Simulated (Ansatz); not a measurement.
# YPb₃: the change of pressure and energy less free atoms with volume per atom

All results are calculated (Ansatz 0.2.0). Periodic Kohn-Sham DFT of a crystal at fixed atoms; pressure and stress are positive in compression; the energy is the free energy less that of spherical unpolarised free atoms; site moments are those in the method's own spheres, positive along +z.

Cell of the first row (space group Pm-3m, No. 221):
```
CELL_PARAMETERS angstrom
4.72450 0.00000 0.00000
0.00000 4.72450 0.00000
0.00000 0.00000 4.72450
ATOMIC_POSITIONS crystal
Y 0.00000 0.00000 0.00000
Pb 0.00000 0.50000 0.50000
Pb 0.50000 0.00000 0.50000
Pb 0.50000 0.50000 0.00000
```

Settings of every row: method all-electron LAPW; functional PBEsol; relativity scalar; k mesh 8x8x8; filling fermi-dirac; smearing width 0.08 eV; basis error target 0.5 meV/atom; nucleus gaussian.

Atom start moment: 0 on all atoms.

Limits: no spin-orbit coupling on heavy atoms.

| row | volume per atom (Å³) | pressure (GPa) | energy less free atoms (eV/atom) |
| --- | --- | --- | --- |
| 1 | 26.365 | 3.35 | -4.5622 |
| 2 | 27.486 | ? | ? |
| 3 | 28.047 | -0.518 | -4.5759 |
| 4 | 28.328 | -1.045 | -4.5745 |
| 5 | 29.169 | -2.458 | -4.5652 |

Question: what pressure and energy less free atoms should row 2 give?

Worked fit of pressure. Take u = (V_r/V)^(2/3) − 1 with V_r = 28.188 Å³ an atom, which is twice the finite (Eulerian) strain; such expansions in the strain, on which the Birch-Murnaghan equation of state is built, carry the rest volume and the bulk modulus. The shown rows have u = 0.04558, 0.00335, -0.0033, -0.02255. Least squares give pressure = −0.7863 + 79.625 × u + 244.01 × u² GPa; a straight line predicts inner rows, each left out in turn, worse (root mean square 0.16 against 0.0027 GPa). The rows lie off it by 0.000, -0.001, 0.001, 0.000. The pressure vanishes at u = 0.0096, or V = 27.79 Å³ an atom, and there the bulk modulus at fixed shape and fractions is B = −V dP/dV = (2/3)(1 + u) dP/du = 56.7 GPa. The withheld row has u = 0.01696, so the fit gives −0.7863 + 79.625 × (0.01696) + 244.01 × (0.01696)² = 0.634 GPa.

The calculation gave 0.629 GPa. The fit lies 0.005 GPa (0.086 % of the column's range) above it; its largest miss of a shown row is 0.001 GPa.

Worked fit of energy less free atoms. Take u = (V_r/V)^(2/3) − 1 with V_r = 28.188 Å³ an atom, which is twice the finite (Eulerian) strain; such expansions in the strain, on which the Birch-Murnaghan equation of state is built, carry the rest volume and the bulk modulus. The shown rows have u = 0.04558, 0.00335, -0.0033, -0.02255. Least squares give energy less free atoms = −4.57532 − 0.205 × u + 10.81 × u² eV/atom; a straight line predicts inner rows, each left out in turn, worse (root mean square 0.0072 against 4.2e-05 eV/atom). All shown rows lie on it to the printed digit. Its lowest point lies at u = 0.0095, or V = 27.79 Å³ an atom, and the curvature there gives the bulk modulus at fixed shape and fractions, B = (4/9)(1 + u)² E″(u)/V = 56.5 GPa. The withheld row has u = 0.01696, so the fit gives −4.57532 − 0.205 × (0.01696) + 10.81 × (0.01696)² = -4.5757 eV/atom.

The calculation gave -4.5757 eV/atom. The fit meets it to the printed digit.
